Tin diselenide is a stack of layers. Inside a layer each tin atom is bonded to six selenium atoms, while between the layers there is only a weak contact. In the semiempirical calculation below, all edges of the crystal are stretched or shrunk by the same factor, so that bonds and gaps change in step. The energy is counted from the minimum of a curve fitted through the seven volumes.

MOPAC 23.2.5, semiempirical PM7 with its built-in dispersion, no spin polarisation: SnSe2 (space group P-3m1) in a 3×3×2 supercell at the gamma point. The given cell is scaled evenly, with its shape and fractional atomic positions fixed; energies are counted from the minimum of the fitted curve.

```csv
volume (Å³/atom),energy (meV/atom)
24.18,10.20
24.70,1.64
25.21,0.18
25.73,4.90
26.24,14.41
26.76,28.62
27.27,47.09
```

*Is the crystal at rest at 25.73 Å³/atom, the volume of the cell that was put in?* No, in this method that cell is stretched. Its energy is 4.90 meV/atom above the minimum, and the neighbouring row at 25.21 lies much lower. The fitted curve has its lowest point at 25.08 Å³/atom, which makes every edge about 0.9 % shorter than in the cell put in.

*How hard must one pull to hold it there?* The slope of energy against volume is the negative of the pressure, and the rows on either side give that slope directly. Between 25.21 and 26.24 Å³/atom the energy rises by $14.41-0.18=14.23$ meV/atom over 1.03 Å³/atom, or about 14 meV/Å³. Since 1 meV/Å³ is 0.16 GPa, the cell is under a tension of about 2.2 GPa. A few meV per atom look negligible, yet they stand for a considerable stress.

*Which costs more, squeezing or stretching?* Squeezing does. On the fitted curve, going from the minimum to the smallest volume in the table costs 17 % more energy than an equal change of volume outward. The smaller part of this should be geometry, because taking a given volume off a cell needs a larger change in length than adding it. The rest is what one expects of bonded atoms: on squeezing, repulsion grows more steeply than attraction, and on stretching the restoring force grows less and less for each further step. In PM7 that short-range repulsion comes largely from fitted terms between the atomic cores, so its steepness reflects the method's parameters as much as the crystal.

*Would ordinary springs between the atoms describe this?* They would give the valley but not enough of its lopsidedness. Suppose that the energy $E$ is a parabola in some power $L^m$ of a length $L$ in the crystal, with its minimum at $L_0$. Two derivatives at the minimum then matter, the curvature $E''$ and its rate of change $E'''$, and for such a parabola $L_0E'''/E''=3(m-1)$. The bulk modulus $B$, the resistance to a change of volume, rises with pressure at the rate

$$B_0'=1-\frac{L_0E'''}{3E''}=2-m .$$

Springs have $m=1$, so their modulus gains only 1 GPa for each GPa of pressure. The second-order Birch form has $m=-2$ and gains 4.

Both forms were fitted to all seven rows with the same number of free constants. The springs miss by 0.49 meV/atom (root mean square), the Birch form by 0.20. The crystal therefore stiffens under pressure clearly faster than a network of springs. Leaving the rate free, as the third-order Birch–Murnaghan form does, lowers the miss to 0.10 meV/atom and gives a rate of 5.6. The output after the text shows all three fits.

*Is the fitted modulus of 94 GPa what a pressure cell would measure?* Probably not. Apart from the unknown error of the method itself, the fixed shape forbids the easy way to shrink, which should make the modulus too large. Squeezed evenly from all sides, a layered crystal mainly closes the gaps between its layers and largely spares its strong bonds. Here the bonds must give way as much as the gaps: from the largest volume to the smallest, the Sn–Se distance falls from 2.73 to 2.62 Å. The 94 GPa thus mixes stiff bonds with soft gaps and is no measure of how firmly the layers hold together.

*What would change if the shape and the selenium height were free at each volume?* The total energy could not rise at any volume, because the present arrangement would still be among those allowed. If the given proportions are close to the best ones near the minimum, the largest gains should come far from it, where they fit worst, and so the valley should become flatter and the modulus smaller. The best volume could shift as well, and only such a calculation would show which edge this method really wants to shorten.

*Which digits can be trusted?* The energies scatter about the best curve by roughly 0.1 meV/atom, a figure flattered by fitting four constants to seven points, and this scatter hurts each derivative more than the one before. The position of the minimum hardly notices: 25.08 Å³/atom moves by only about 0.01 between the two Birch forms. The modulus, a curvature, drops from 94 to 91 GPa when the rate is held at 4. The rate itself, a change of curvature, carries a standard error of 0.6 and rests on only two rows below the minimum; when rows are left out in turn, the free rate predicts them hardly better (0.441 meV/atom) than the rate held at 4 (0.504). These uncertainties describe the curve, not the distance of the method from nature. Nor do they cover the size of the supercell, which was treated at the gamma point alone and not varied.

For this crystal it is therefore sound to quote 25.1 Å³/atom, a fixed-shape modulus somewhat above 90 GPa and a rate between about 4 and 7. A modulus meant for comparison with a compression experiment should come from cells whose shape and atomic positions have been relaxed at each volume.

Numerical output:

```
fit of energy on 7 rows: constant 0.001584 +/- 0.11, coefficient of T1 -0.0001064 +/- 0.005, coefficient of T2 94.48 +/- 1.3, coefficient of T3 1.642 +/- 0.56; rms 0.101, worst 25.73 -0.191, leave-one-out rms 0.441
fit of energy on 7 rows: constant 0.2091 +/- 0.14, coefficient of T1 0.008189 +/- 0.0071, coefficient of T2 91 +/- 0.95; rms 0.2, worst 24.7 0.304, leave-one-out rms 0.504
fit of energy on 7 rows: constant 0.5865 +/- 0.34, coefficient of u -36.74 +/- 31, coefficient of u2 59676 +/- 1549; rms 0.486, worst 24.7 0.656, leave-one-out rms 1.29
Scaled cell and misses of the fits:
    row  Sn-Se_A  edge_change_from_minimum_percent  mean_pressure_since_row_above_GPa  third_order_miss_meV  spring_miss_meV
  24.18    2.624                            -1.201                                n/a               -0.0462          -0.5629
   24.7    2.643                           -0.5053                              2.666                0.1003            0.656
  25.21    2.661                            0.1809                             0.4546               0.03777           0.5352
  25.73    2.679                            0.8578                              -1.47                -0.191          -0.2378
  26.24    2.697                             1.526                             -2.961                0.0346          -0.4924
  26.76    2.714                             2.185                             -4.425                0.1285          -0.3455
  27.27    2.732                             2.836                             -5.751              -0.06396           0.4473
Edge change from given cell to fitted minimum (%): -0.8505
Sn-Se distance at fitted minimum (A): 2.656
Tension of the given cell from its two neighbours (GPa): 2.216
Three-point modulus centred on row 24.70 (GPa): 106.1
Three-point modulus centred on row 25.21 (GPa): 94.3
Three-point modulus centred on row 25.73 (GPa): 74.58
Three-point modulus centred on row 26.76 (GPa): 68.98
Third-order energy at the volume of row 24.18 (meV/atom): 10.15
Third-order energy at equal volume change outward (meV/atom): 8.675
Ratio of inward to outward energy cost: 1.17
Pressure slope of the modulus from the refit: 5.642
Modulus of third order less that of second order (GPa): 3.485
Volume change that costs only the fit rms (A^3/atom): 0.09283
```
